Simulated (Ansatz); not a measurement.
# Ti (Fm-3m), a film clamped to a substrate

Theory: DFT PBEsol, scalar-relativistic, plane waves, PAW (Ansatz 0.2.0). Cutoff 420 eV, Γ-centred 20×20×20 k-points, Gaussian smearing of 0.15 eV. No spin polarisation. Energies are free energies at this smearing, counted from the undisturbed cell; pressure is positive in compression.

Reference structure (as given, not relaxed at this level; it stands at -0.3 GPa; this fcc form isn't the usual structure):

```xyz
1
Lattice="0.0000 2.0300 2.0300 2.0300 0.0000 2.0300 2.0300 2.0300 0.0000" Properties=species:S:1:pos:R:3 pbc="T T T"
Ti    0.0000    0.0000    0.0000
```

The cell (1 atom, V0 = 16.73 Å³) is strained by p along both x and y and by q along z, fractional coordinates fixed. τp = (1/V0) ∂E/∂p = (σxx + σyy)(1 + p)(1 + q) and τq = (1/V0) ∂E/∂q = σzz(1 + p)², with tension positive.

```
     p q  ΔE (meV/atom)  τp (GPa)  τq (GPa)
 0.000   0.000           0.00      0.57      0.28
-0.040   0.000          40.54    -20.68     -8.66
 0.040   0.000          39.46     17.66      7.79
 0.000  -0.040          10.81     -8.06     -5.57
 0.000   0.040          12.06      8.34      5.34
```

Q: Get the second derivatives of the energy density.

A: Central differences give A = ∂τp/∂p = 479 GPa (C11 + C22 + 2 C12), C = ∂τq/∂q = 136 GPa (C33) and the cross term B = ∂τq/∂p = 206 GPa (C13 + C23); ∂τp/∂q = 205 GPa must equal B, and any difference shows higher-order terms. Steps this large leave an error of some per cent of A or C in all of these, which can swamp a small B. The ions are clamped. In a cubic crystal C11 = C = 136, C12 = B/2 = 103 GPa and A should be 2(C11 + C12) = 478 GPa; the bulk modulus is (C11 + 2 C12)/3 = 114 GPa.

Q: A film of this crystal grows with z along the normal on a substrate that imposes p. How does its thickness respond, and what does the misfit cost?

A: Count p and q from the stress-free cell. A free surface needs τq = 0, so q = −(B/C) p = -1.51 p. The energy density left is (A − B²/C) p²/2 = M p², with the biaxial modulus M = 85 GPa; a misfit of 1 % costs 0.88 meV/atom, against 2.50 meV/atom if the thickness were held.

In a metal these slopes depend on the k mesh and the smearing.

The film escapes most of the misfit cost by changing its thickness: 0.88 meV/atom remains of the 2.50 meV/atom needed at fixed height. The reason is that C11, at 136 GPa, lies only moderately above C12, at 103 GPa, so the crystal resists a change of volume much more than a tetragonal change of shape. The response of -1.51 p still falls short of volume conservation, and a stretched film therefore gains some volume.

This soft distortion is the start of the Bain path, along which in-plane expansion and contraction along the normal carry fcc towards bcc. The weak resistance probably reflects titanium's partly filled d band, whose bonding energy changes little as the close-packed shell is distorted at nearly constant volume. In-plane stress grows faster in compression than in tension, as expected from steepening repulsion at short distances, so the harmonic misfit cost is best kept to small strains. The positive tetragonal stiffness doesn't establish that the fcc film is stable, since neither C44 nor the phonons were tested.
